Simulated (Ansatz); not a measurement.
## Ru: energy change per atom and pressure as volume scale varies

Plane-wave DFT, scalar-relativistic PAW made under PBE with cores redone for the functional, no dispersion; the given relaxed cell is scaled uniformly, energy at zero smearing counts from the unscaled cell, pressure at the given Fermi-Dirac smearing is positive in compression. The results are calculated, by Ansatz 0.2.0.

The cell before it is scaled or strained (space group P6_3/mmc, No. 194):
```
Ru
1.0
      2.7370     0.0000     0.0000
     -1.3685     2.3703     0.0000
      0.0000     0.0000     4.3057
Ru
2
Direct
  0.33333 0.66667 0.25000
  0.66667 0.33333 0.75000
```

Settings of every row: spin polarised yes; functional RPBE; wave cutoff 420 eV; smearing width 0.05 eV; k mesh 22x22x12.

Atom:
```csv
element,starting moment (Bohr magneton)
Ru,1
Ru,1
```

Limits: all rows lie far from zero pressure.

```csv
row,volume scale,V (Å³/atom),energy change per atom (meV),pressure (GPa)
1,0.88,12.291,237.44,51.51
2,0.92,12.849,96.62,30.19
3,0.96,13.408,22.09,13.32
4,1.04,14.525,19.36,-10.54
5,1.08,15.084,?,?
6,1.12,15.643,148.99,-25.29
```

Largest site moment is 0 Bohr magneton in every row.

Question: what energy change per atom and pressure should row 5 give?

Worked fit of energy change per atom. Take u = (V_r/V)^(2/3) − 1 with V_r = 13.408 Å³ an atom, which is twice the finite (Eulerian) strain; such expansions in the strain, on which the Birch-Murnaghan equation of state is built, carry the rest volume and the bulk modulus. The shown rows have u = 0.0597, 0.0288, 0, -0.05195, -0.09768. Least squares give energy change per atom = 23.012 + 1723.24 × u + 30948.1 × u² meV; a straight line predicts inner rows, each left out in turn, worse (root mean square 88 against 3.1 meV). The rows lie off it by 1.25, -1.69, -0.92, 2.35, -0.98 (root mean square 1.5 meV). The withheld row has u = -0.07552, so the fit gives 23.012 + 1723.24 × (-0.07552) + 30948.1 × (-0.07552)² = 69.38 meV.

The calculation gave 71.37 meV. The fit lies 1.99 meV (2.8 % of the value, 0.91 % of the column's range) below it; its largest miss of a shown row is 2.35 meV.

Worked fit of pressure. Take u = (V_r/V)^(2/3) − 1 with V_r = 13.408 Å³ an atom, which is twice the finite (Eulerian) strain; such expansions in the strain, on which the Birch-Murnaghan equation of state is built, carry the rest volume and the bulk modulus. The shown rows have u = 0.0597, 0.0288, 0, -0.05195, -0.09768. Least squares give pressure = 13.402 + 544.79 × u + 1532.1 × u² GPa; a straight line predicts inner rows, each left out in turn, worse (root mean square 4.3 against 0.29 GPa). The rows lie off it by 0.12, -0.17, -0.08, 0.23, -0.10 (root mean square 0.15 GPa). The pressure vanishes at u = -0.0266, or V = 13.96 Å³ an atom, and there the bulk modulus at fixed shape and fractions is B = −V dP/dV = (2/3)(1 + u) dP/du = 301 GPa. Letting shape and atoms relax would as a rule lower it, by much in layered, chain or molecular crystals. The withheld row has u = -0.07552, so the fit gives 13.402 + 544.79 × (-0.07552) + 1532.1 × (-0.07552)² = -19.00 GPa.

The calculation gave -18.82 GPa. The fit lies 0.18 GPa (0.23 % of the column's range) below it; its largest miss of a shown row is 0.23 GPa.
